**d-wave scattering phase of nitrogen and its PAW errors: predicting three withheld energies**

The table holds the all-electron phase arctan(r u′/u) of the empty d channel of N at 2.961 bohr (ld1.x, PBEsol, non-relativistic) and the phase errors of four PAW potentials from −4 to 4.64 Ry. The program maps the known phases onto a free d wave in a well of energy-dependent depth, fits a two-parameter screened Coulomb potential as an alternative, and predicts the three withheld rows, which both models meet within 0.0001 rad. It converts phase errors into equivalent energy shifts and tests a quartic law with double zeros at the two projector energies. The law follows the base errors above 2 Ry to 0.0006 rad but overshoots at negative energy, by 0.0005 rad at −4 Ry.

ld1.x 7.5, non-relativistic PBEsol: PAW potential for N, [He] core, reference configuration 2s2 2p2.75. The base run has d radius 2.2 bohr (norm-conserving 2.1 bohr), d reference energies −0.1 and 1.15 Ry and an automatic core-correction radius; variants change only the settings named. Phase is arctan(r u′/u), unwrapped, at r = 2.961 bohr; error is pseudo minus all-electron.

## Script

```python
# Table: ld1.x 7.5, N, PBEsol, non-relativistic PAW; d phase arctan(r u'/u) at 2.961 bohr, all-electron and pseudo errors.
# Tested: free d wave in a well of slowly varying depth, screened Coulomb potential, quartic error law; withheld rows predicted.
T = {
    'energy': [-4.0, -3.52, -3.04, -2.56, -2.08, -1.6, -1.12, -0.64, -0.16, 0.32, 0.8, 1.28, 1.76, 2.24, 2.72, 3.2, 3.68, 4.16, 4.64],  # Ry
    'phase_d_all_electron': [1.4084, 1.3987, 1.387, 1.3726, 1.3542, 1.3299, 1.2955, 1.2423, 1.1467, 0.9202, 0.0736, -1.098, -1.426, -1.5622, -1.6561, -1.757, -1.9342, -2.5692, -4.0615],  # rad
    'run0': [0.0, 0.0, 0.0, 0.0, 0.0, 0.0, 0.0, 0.0, 0.0, 0.0, 0.0, 0.0, 0.0, 0.0001, 0.0002, 0.0007, 0.0032, 0.0281, 0.0279],  # rad
    'run1': [0.0, 0.0, 0.0, 0.0, 0.0, 0.0, 0.0, 0.0, 0.0, 0.0, 0.0, 0.0, 0.0, 0.0001, 0.0002, 0.0007, 0.0032, 0.0281, 0.0279],  # rad
    'run2': [0.0, 0.0, 0.0, 0.0, 0.0, 0.0, 0.0, 0.0, 0.0, 0.0, 0.0, 0.0, 0.0, 0.0, 0.0001, 0.0005, 0.0025, 0.022, 0.0218],  # rad
    'run3': [0.0, 0.0, 0.0, -0.0001, 0.0, -0.0001, 0.0, 0.0, 0.0, 0.0, -0.0001, 0.0, 0.0, 0.0, -0.0001, -0.0001, -0.0003, -0.0012, -0.0004],  # rad
}
HELD = [1, 4, 5]  # rows withheld from the fit
import numpy as np
from scipy.integrate import solve_ivp
from scipy.interpolate import CubicSpline as CS
from scipy.optimize import least_squares, brentq
R, Z, q, rd, e1, e2 = 2.961, 7, 0.25, 5e-5, -0.1, 1.15  # settings of the runs; rd = rounding in rad
A = {c: np.array(T[c], float) for c in T}
k = np.array([i for i in range(len(A['energy'])) if i not in HELD])
E, P = A['energy'][k], A['phase_d_all_electron'][k]
X = [A['run%d' % j][k] for j in range(4)]
def phase(En, p=None):
    def rhs(t, y):
        r = np.exp(t)
        rV = 0.0 if p is None else -2*(q + (Z-q)/(p[0]*np.expm1(r/p[1]) + 1))
        return np.cos(y)**2*(6 + r*rV - r*r*En) + np.sin(y)*np.cos(y) - np.sin(y)**2
    y0 = np.full(len(En), np.arctan(3.0 - (0 if p is None else Z*0.01/3)))
    return solve_ivp(rhs, (np.log(0.01), np.log(R)), y0, method='DOP853', rtol=1e-9, atol=1e-10).y[:, -1]
g = np.linspace(-4.5, 9, 1200); fg = phase(g); f = CS(g, fg); finv = CS(-fg, g)
D = finv(-P) - E; Ds = CS(E, D)
well = lambda x: f(x + Ds(x))
slope = lambda x: f(x + Ds(x), 1)*(1 + Ds(x, 1))
S = np.abs(slope(E))
fit = least_squares(lambda p: (phase(E, p) - P)/S, [1.6, 0.8], bounds=(0.05, 10), diff_step=1e-4, max_nfev=25)
res = phase(E, fit.x) - P
assert np.all(np.diff(P) < 0)
assert np.all(X[0] == X[1])
assert max(np.abs(x[E < 2]).max() for x in X) < 1.01e-4
assert D[-1] > D[0] + 0.5
print('Known rows; rounding of the table 0.00005 rad')
print('E[Ry] phase[rad] free wave[rad] well depth[Ry] +-rounding |slope|[rad/Ry] screened model miss[rad]')
for i in range(len(E)):
    print('%6.2f %8.4f %8.4f %7.3f %7.4f %7.3f %+8.4f' % (E[i], P[i], f(E[i]), D[i], rd/S[i], S[i], res[i]))
w = np.argmax(np.abs(res))
print('screened model: H %.2f, d %.2f bohr, rms miss as energy %.3f Ry, worst %+.4f rad at %.2f Ry' % (*fit.x, np.sqrt(np.mean((res/S)**2)), res[w], E[w]))
cr = [(brentq(lambda x: well(x) - t, E[0], E[-1]), float(finv(-t))) for t in (0, -np.pi/2, -np.pi)]
print('phase 0, -pi/2, -pi reached at [Ry], atom/free wave:', ', '.join('%.2f/%.2f' % c for c in cr))
lo = [i for i in range(1, len(E)) if E[i] < -0.5]
loo = [float(f(E[i] + CS(np.delete(E, i), np.delete(D, i))(E[i])) - P[i]) for i in lo]
print('leave-one-out misses, well model [rad]:', ', '.join('%.2f Ry %+.5f' % (E[i], m) for i, m in zip(lo, loo)))
bar = np.abs(loo).max() + 2*rd; bar2 = np.abs(res[E < -0.5]).max() + rd
m = E > 2; b = lambda x: np.abs(slope(x))*((x - e1)*(x - e2))**2
C = np.sum(b(E[m])*X[0][m])/np.sum(b(E[m])**2)
print('quartic law for base, fitted above 2 Ry: shift = %.2e Ry^-3 x (E+0.1)^2 (E-1.15)^2' % C)
print('E[Ry] base error, quartic law[rad]; shift[mRy] base, smaller radii, 5.5 Ry run, +-rounding; smaller radii/base')
for i in np.where(m)[0]:
    print('%6.2f %7.4f %7.4f; %6.2f %6.2f %6.2f %5.2f; %.2f' % (E[i], X[0][i], C*b(E[i]), *[1e3*X[j][i]/S[i] for j in (0, 2, 3)], 1e3*rd/S[i], X[2][i]/X[0][i]))
h = E > 3
print('exponent of base shift in (E+0.1)(E-1.15), rows above 3 Ry: %.2f (leading order 2)' % np.polyfit(np.log((E[h]-e1)*(E[h]-e2)), np.log(X[0][h]/S[h]), 1)[0])
re, rs = X[0][-2]/X[0][-3], S[-2]/S[-3]
print('%.2f to %.2f Ry, base: error x%.1f = slope x%.1f times shift x%.1f' % (E[-3], E[-2], re, rs, re/rs))
print('|base / 5.5 Ry run| at the last three energies:', ', '.join('%.0f' % abs(X[0][i]/X[3][i]) for i in (-3, -2, -1)))
print('quartic law outside its fit, law/table [rad]:', ', '.join('%.2f Ry %.4f/%.4f' % (E[i], C*b(E[i]), X[0][i]) for i in range(4)))
print('Withheld rows: prediction +- bar, computed, miss (prediction - computed) [rad]')
alt = phase(A['energy'][list(HELD)], fit.x)
for n, i in enumerate(HELD):
    x, y = A['energy'][i], A['phase_d_all_electron'][i]
    print('%.2f Ry well %.4f +- %.4f, screened %.4f +- %.4f; computed %.4f; misses %+.4f, %+.4f; depth predicted %.3f, computed %.3f Ry' % (x, well(x), bar, alt[n], bar2, y, well(x) - y, alt[n] - y, Ds(x), finv(-y) - x))
    print('   errors predicted 0.0000 +- 0.0001 (quartic law, base %.4f); computed base, core, radii, 5.5 Ry:' % (C*b(x)), ' '.join('%.4f' % A['run%d' % j][i] for j in range(4)))
```

Printed output:

```
Known rows; rounding of the table 0.00005 rad
E[Ry] phase[rad] free wave[rad] well depth[Ry] +-rounding |slope|[rad/Ry] screened model miss[rad]
 -4.00   1.4084   1.4182   0.584  0.0027   0.019  +0.0001
 -3.04   1.3870   1.4010   0.598  0.0019   0.027  +0.0000
 -2.56   1.3726   1.3900   0.608  0.0015   0.034  +0.0000
 -1.12   1.2955   1.3385   0.662  0.0006   0.087  +0.0000
 -0.64   1.2423   1.3095   0.692  0.0004   0.142  -0.0000
 -0.16   1.1467   1.2676   0.734  0.0002   0.280  -0.0001
  0.32   0.9202   1.2010   0.793  0.0001   0.789  -0.0006
  0.80   0.0736   1.0777   0.880  0.0000   3.132  -0.0041
  1.28  -1.0980   0.7792   1.013  0.0000   1.203  -0.0020
  1.76  -1.4260  -0.1371   1.213  0.0001   0.389  -0.0007
  2.24  -1.5622  -1.0475   1.484  0.0002   0.217  -0.0003
  2.72  -1.6561  -1.3473   1.751  0.0003   0.188  -0.0001
  3.20  -1.7570  -1.4775   1.913  0.0002   0.252  +0.0002
  3.68  -1.9342  -1.5561   1.976  0.0001   0.570  +0.0006
  4.16  -2.5692  -1.6174   1.993  0.0000   2.793  +0.0027
  4.64  -4.0615  -1.6785   2.006  0.0000   1.598  +0.0006
screened model: H 5.33, d 2.31 bohr, rms miss as energy 0.001 Ry, worst -0.0041 rad at 0.80 Ry
phase 0, -pi/2, -pi reached at [Ry], atom/free wave: 0.82/1.71, 2.28/3.79, 4.32/6.32
leave-one-out misses, well model [rad]: -3.04 Ry -0.00001, -2.56 Ry +0.00001, -1.12 Ry +0.00007, -0.64 Ry +0.00000
quartic law for base, fitted above 2 Ry: shift = 6.24e-05 Ry^-3 x (E+0.1)^2 (E-1.15)^2
E[Ry] base error, quartic law[rad]; shift[mRy] base, smaller radii, 5.5 Ry run, +-rounding; smaller radii/base
  2.24  0.0001  0.0001;   0.46   0.00   0.00  0.23; 0.00
  2.72  0.0002  0.0002;   1.06   0.53  -0.53  0.27; 0.50
  3.20  0.0007  0.0007;   2.78   1.99  -0.40  0.20; 0.71
  3.68  0.0032  0.0033;   5.62   4.39  -0.53  0.09; 0.78
  4.16  0.0281  0.0287;  10.06   7.88  -0.43  0.02; 0.78
  4.64  0.0279  0.0273;  17.46  13.64  -0.25  0.03; 0.78
exponent of base shift in (E+0.1)(E-1.15), rows above 3 Ry: 2.05 (leading order 2)
3.68 to 4.16 Ry, base: error x8.8 = slope x4.9 times shift x1.8
|base / 5.5 Ry run| at the last three energies: 11, 23, 70
quartic law outside its fit, law/table [rad]: -4.00 Ry 0.0005/0.0000, -3.04 Ry 0.0003/0.0000, -2.56 Ry 0.0002/0.0000, -1.12 Ry 0.0000/0.0000
Withheld rows: prediction +- bar, computed, miss (prediction - computed) [rad]
-3.52 Ry well 1.3987 +- 0.0002, screened 1.3987 +- 0.0001; computed 1.3987; misses -0.0000, +0.0000; depth predicted 0.590, computed 0.589 Ry
   errors predicted 0.0000 +- 0.0001 (quartic law, base 0.0004); computed base, core, radii, 5.5 Ry: 0.0000 0.0000 0.0000 0.0000
-2.08 Ry well 1.3543 +- 0.0002, screened 1.3543 +- 0.0001; computed 1.3542; misses +0.0001, +0.0001; depth predicted 0.622, computed 0.624 Ry
   errors predicted 0.0000 +- 0.0001 (quartic law, base 0.0001); computed base, core, radii, 5.5 Ry: 0.0000 0.0000 0.0000 0.0000
-1.60 Ry well 1.3299 +- 0.0002, screened 1.3299 +- 0.0001; computed 1.3299; misses +0.0000, +0.0000; depth predicted 0.639, computed 0.640 Ry
   errors predicted 0.0000 +- 0.0001 (quartic law, base 0.0001); computed base, core, radii, 5.5 Ry: 0.0000 0.0000 0.0000 -0.0001
```
